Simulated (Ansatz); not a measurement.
# A series in volume per atom on YHg

Results calculated with Ansatz 0.2.0, not measured. Periodic Kohn-Sham DFT of a crystal at fixed atoms; pressure and stress are positive in compression; the energy is the free energy less that of spherical unpolarised free atoms; site moments are those in the method's own spheres, positive along +z.

Cell of the first row (space group Pm-3m, No. 221):
```
YHg
1.0
      3.6068     0.0000     0.0000
      0.0000     3.6068     0.0000
      0.0000     0.0000     3.6068
Y Hg
1 1
Direct
  0.50000 0.50000 0.50000
  0.00000 0.00000 0.00000
```

Settings of every row: method all-electron LAPW; functional LDA; relativity scalar; k mesh 11x11x11; filling fermi-dirac; smearing width 0.08 eV; basis error target 0.25 meV/atom; nucleus gaussian.

Atom start moment: 0 on all atoms.

Limits: no spin-orbit coupling on heavy atoms.

```
row  volume per atom (Å³)  pressure (GPa)  energy less free atoms (eV/atom)
  1                23.461            1.19                           -3.7067
  2                 23.96          -0.547                           -3.7077
  3                24.459          -2.096                           -3.7035
  4                24.709          -2.807                           -3.6997
  5                24.959          -3.477                           -3.6948
  6                25.208          -4.109                           -3.6889
  7                25.458          -4.706                            -3.682
  8                25.957               ?                                 ?
  9                26.456          -6.768                            -3.646
```

Question: what pressure and energy less free atoms should row 8 give?

Worked fit of pressure. Take u = (V_r/V)^(2/3) − 1 with V_r = 24.834 Å³ an atom, which is twice the finite (Eulerian) strain; such expansions in the strain, on which the Birch-Murnaghan equation of state is built, carry the rest volume and the bulk modulus. The shown rows have u = 0.03864, 0.02417, 0.0102, 0.00337, -0.00334, -0.00992, -0.01641, -0.0413. Least squares give pressure = −3.1473 + 99.968 × u + 308.18 × u² + 251 × u³ GPa; a parabola predicts inner rows, each left out in turn, worse (root mean square 0.0039 against 0.00072 GPa). The rows lie off it by 0.000, 0.000, -0.001, 0.000, 0.001, 0.000, 0.000, 0.000. The pressure vanishes at u = 0.0289, or V = 23.8 Å³ an atom, and there the bulk modulus at fixed shape and fractions is B = −V dP/dV = (2/3)(1 + u) dP/du = 81.2 GPa. The withheld row has u = -0.02905, so the fit gives −3.1473 + 99.968 × (-0.02905) + 308.18 × (-0.02905)² + 251 × (-0.02905)³ = -5.797 GPa.

The calculation gave -5.798 GPa. The fit lies 0.001 GPa (0.013 % of the column's range) above it, one unit of the last digit.

Worked fit of energy less free atoms. Take u = (V_r/V)^(2/3) − 1 with V_r = 24.834 Å³ an atom, which is twice the finite (Eulerian) strain; such expansions in the strain, on which the Birch-Murnaghan equation of state is built, carry the rest volume and the bulk modulus. The shown rows have u = 0.03864, 0.02417, 0.0102, 0.00337, -0.00334, -0.00992, -0.01641, -0.0413. Least squares give energy less free atoms = −3.69738 − 0.7316 × u + 12.55 × u² + 3.5 × u³ eV/atom; a parabola predicts inner rows, each left out in turn, worse (root mean square 5.7e-05 against 2.7e-05 eV/atom). All shown rows lie on it to the printed digit. Its lowest point lies at u = 0.0288, or V = 23.8 Å³ an atom, and the curvature there gives the bulk modulus at fixed shape and fractions, B = (4/9)(1 + u)² E″(u)/V = 81.4 GPa. The withheld row has u = -0.02905, so the fit gives −3.69738 − 0.7316 × (-0.02905) + 12.55 × (-0.02905)² + 3.5 × (-0.02905)³ = -3.6656 eV/atom.

The calculation gave -3.6656 eV/atom. The fit meets it to the printed digit.
